**Q:** A CH group on top of one osmium atom has a C–Os contact of 1.75 Å, against 2.02 Å in the hollow. Why doesn't the shorter bond hold it better?

C, CH or N on a four-layer fcc Os(111) slab, one per 1×1 cell (6.32 Å²), lower two layers fixed; Ansatz 0.2.0, PBEsol, scalar-relativistic plane-wave PAW, 420 eV cutoff, 12×12×1 k mesh, slabs without spin. Adsorption energies count from the clean slab and free, spin-polarised adsorbate, negative if bound. Work functions are the top face's; positive dipoles point out of it.

| adsorbate | start site | start site atoms | adsorption energy (eV) | work function change (eV) | dipole change (e Å) | shortest contact length (Å) |
| --- | --- | --- | --- | --- | --- | --- |
| C | bridge | Os-Os | -6.793 | 0.488 | -0.0150 | 1.963 |
| C | hollow | Os-Os-Os | -6.503 | 0.448 | -0.0150 | 1.961 |
| C | top | Os | -5.117 | 2.051 | -0.0690 | 1.758 |
| CH | bridge | Os-Os | -7.552 | -2.217 | 0.0750 | 2.014 |
| CH | hollow | Os-Os-Os | -7.270 | -2.146 | 0.0740 | 2.018 |
| CH | top | Os | -5.113 | -3.227 | 0.1110 | 1.750 |
| N | bridge | Os-Os | -5.717 | 2.187 | -0.0780 | 1.998 |
| N | hollow | Os-Os-Os | -5.362 | 2.111 | -0.0740 | 1.995 |
| N | top | Os | -4.372 | 1.713 | -0.0590 | 1.669 |

**A:** The bond on top is the stronger one, but there is only one of it. The adsorption energy counts from the clean slab and free CH, and is more negative the tighter the binding: −7.27 eV in the hollow and −5.11 eV on top. Three contacts thus give about 1.4 times the energy of one, not three times.

A simple bonding picture accounts for both halves of this. Carbon in CH has three electrons left to share. In the hollow they can form three single bonds, one to each neighbouring osmium atom. In this full layer every osmium atom is shared by three CH groups, which probably weakens each bond. On top the three electrons must all go into one triple bond, which is short, but two of its three parts rest on weaker sideways overlap.

**Q:** Yet the lowest rows are the bridge ones. Aren't two contacts better still?

**A:** "Bridge" names only where the relaxation started. For CH the shortest contact ends at 2.014 Å from the bridge and 2.018 Å from the hollow, whereas a true two-neighbour site would normally have clearly shorter bonds. C and N show the same near-match. Most likely these adsorbates slid into a threefold hollow. This surface has two kinds, which differ in the layers below, so the gain of 0.3 to 0.4 eV may be the difference between them. But the bridge start also leaves the upper osmium layers free to slip sideways, towards the hexagonal stacking that osmium prefers, and that could lower the energy too. Only the final positions can tell which happened.

**Q:** Hydrogen uses up one of carbon's four bonds. Shouldn't CH then bind more weakly than bare C?

**A:** That count would give CH three quarters of carbon's energy, about −4.9 eV in the hollow, which is far too weak. It overlooks that the two energies start from different free fragments. Compare two routes from separate C and H to adsorbed CH: adsorb C and then add H, or make CH first and then adsorb it. Both end in the same place, so

E(CH) = E(C) − (D_surface − D_free),

where E is the adsorption energy and D the energy released when H joins carbon, on the surface or in free space.

Suppose hydrogen gains an ordinary C–H bond on the surface, roughly 4.3 eV, against roughly 3.5 eV in free CH; both are recalled values. With −6.50 eV for C in the hollow, the estimate is −6.5 − 0.8 = −7.3 eV. The table has −7.27 eV, a closer match than such rough inputs can promise, though none was adjusted to it. CH binds more strongly than C here because its C–H bond is worth more on the surface than in the free fragment. The two adsorption energies alone therefore don't tell whether C or CH will cover the metal; that also depends on the hydrogen available and on the temperature.

**Q:** Does the same estimate work on top?

**A:** No, it is off by 0.8 eV. C and CH bind equally there, so hydrogen gains no more on the adsorbed carbon than on a free carbon atom. A probable reason is that carbon on top keeps a pair of electrons pointing away from the surface, much as carbon in a CO molecule keeps one pointing away from the oxygen. Hydrogen must then open up a pair that was already stable. The energies alone don't settle this, but the work function offers a second clue.

**Q:** What does the work function add?

**A:** It is the energy needed to take an electron out through the surface, and it rises when negative charge sits further out and falls when positive charge does. On top, C raises it by 2.1 eV and CH lowers it by 3.2 eV, a swing of 5.3 eV. In the hollow the same hydrogen causes a swing of only 2.6 eV, so a C–H bond with a fixed dipole can't be the whole story. An outward electron pair on top would explain the difference: hydrogen replaces negative charge on the outside with a slightly positive atom. For C and CH the picture fits both the energy and the work function, but N fits it badly. It too should carry an outward pair on top, and it sits further out there than in the hollow, yet it raises the work function by only 1.7 eV, against 2.1 eV in the hollow. An outward pair alone therefore doesn't settle the size of the shift, and the picture remains an interpretation.

**Q:** The dipole change for CH on top is only 0.111 e Å. How can that shift the work function by volts, and what would a quarter of the coverage do?

**A:** The dipoles are small but densely packed, one on every 6.32 Å². A sheet of dipoles makes a potential step proportional to dipole per area (the Helmholtz relation):

work function change ≈ −181 × dipole change / area,

in eV, e Å and Å². For CH on top this gives −181 × 0.111 / 6.32 = −3.2 eV, as in the table. The agreement is no independent test, because the same electrostatics is built into the calculation.

With a quarter as many unchanged dipoles, the shift would be about −0.8 eV. In reality it should be larger than that, because crowded parallel dipoles weaken one another, and thinning them out lets each one grow.

**Q:** What changes if I replace CH by N, which has the same number of electrons?

**A:** The site order stays and the work function turns round. Nitrogen also has three bonds to make, and it too prefers the hollow to the top. But in the hollow N raises the work function by 2.1 eV, while CH lowers it by the same amount.

Imagine pulling one proton out of the nitrogen nucleus and placing it about 1 Å further out: the result is CH. If the electrons stayed put, the dipole would change by about 1 e Å. It changes by only 0.15 e Å, from −0.074 to +0.074, so the electrons follow the proton and cancel most of its effect. What remains is still enough to reverse the sign.

**Q:** Which digits would you sign for?

**A:** For the work function, tenths of an eV at best. CH on top shifts the work function of the slab's far face by 0.05 eV, which a thick crystal wouldn't allow; the printed analysis below compares such shifts. For the adsorption energies themselves, not even the first decimal is safe, because PBEsol usually binds atoms and small fragments too strongly to metals. It also ran here on PAW datasets made for another functional, PBE, and the energies leave out zero-point motion, which matters most where hydrogen is involved. The preference for the hollow over the top, about 1 eV or more for each adsorbate, is large enough to build an argument on, though symmetry held the adsorbates on top, so those rows may be saddles and not resting places. The 0.3 to 0.4 eV gained from the bridge start shouldn't be assigned to a site until the final positions have been inspected.

Three choices limit what carries over to a real catalyst. Every surface cell is filled, so the energies include the interaction between close neighbours. The slab is face-centred cubic, whereas ordinary osmium is hexagonal. The slabs were also computed without spin, so a magnetic state might lie lower. The makers of the data caution about this for the N rows, but that caution comes from their tests on other systems; these runs, having no spin, can't check it.

Output of the analysis:

```
Site differences and Helmholtz shift (eV and Å):
  row  above lowest  energy over top  contact less hollow  work f. less hollow  Helmholtz shift  table less Helmholtz
    C             0            1.328                0.002                 0.04           0.4295               0.05853
    C          0.29            1.271                    0                    0           0.4295               0.01853
    C         1.676                1               -0.203                1.603            1.976               0.07542
   CH             0            1.477               -0.004               -0.071           -2.147              -0.06964
   CH         0.282            1.422                    0                    0           -2.119              -0.02727
   CH         2.439                1               -0.268               -1.081           -3.178               -0.0489
    N             0            1.308                0.003                0.076            2.233              -0.04626
    N         0.355            1.226                    0                    0            2.119             -0.007733
    N         1.345                1               -0.326               -0.398            1.689               0.02374
CH less C adsorption energy, bridge start (eV): -0.759
CH less C adsorption energy, hollow (eV): -0.767
CH less C adsorption energy, top (eV): 0.004
Ordinary C-H bond model less table, CH hollow (eV): -0.033
Ordinary C-H bond model less table, CH top (eV): -0.804
Three-quarter valence rule less table, CH hollow (eV): 2.393
Three-quarter valence rule less table, CH top (eV): 1.275
Work function change, CH less C, hollow (eV): -2.594
Work function change, CH less C, top (eV): -5.278
Height above the Os plane, top over hollow, C: 1.479
Dipole change, top over hollow, C: 4.6
Height above the Os plane, top over hollow, N: 1.342
Dipole change, top over hollow, N: 0.7973
Bottom-face work function shift, C hollow (eV): 0.006986
Bottom-face work function shift, CH top (eV): -0.04868
Bottom-face work function shift, N hollow (eV): -0.01677
Shift from half a unit in the dipole's third decimal (eV): 0.01432
N hollow shift at a quarter of the coverage with the same dipole (eV): 0.5278
```
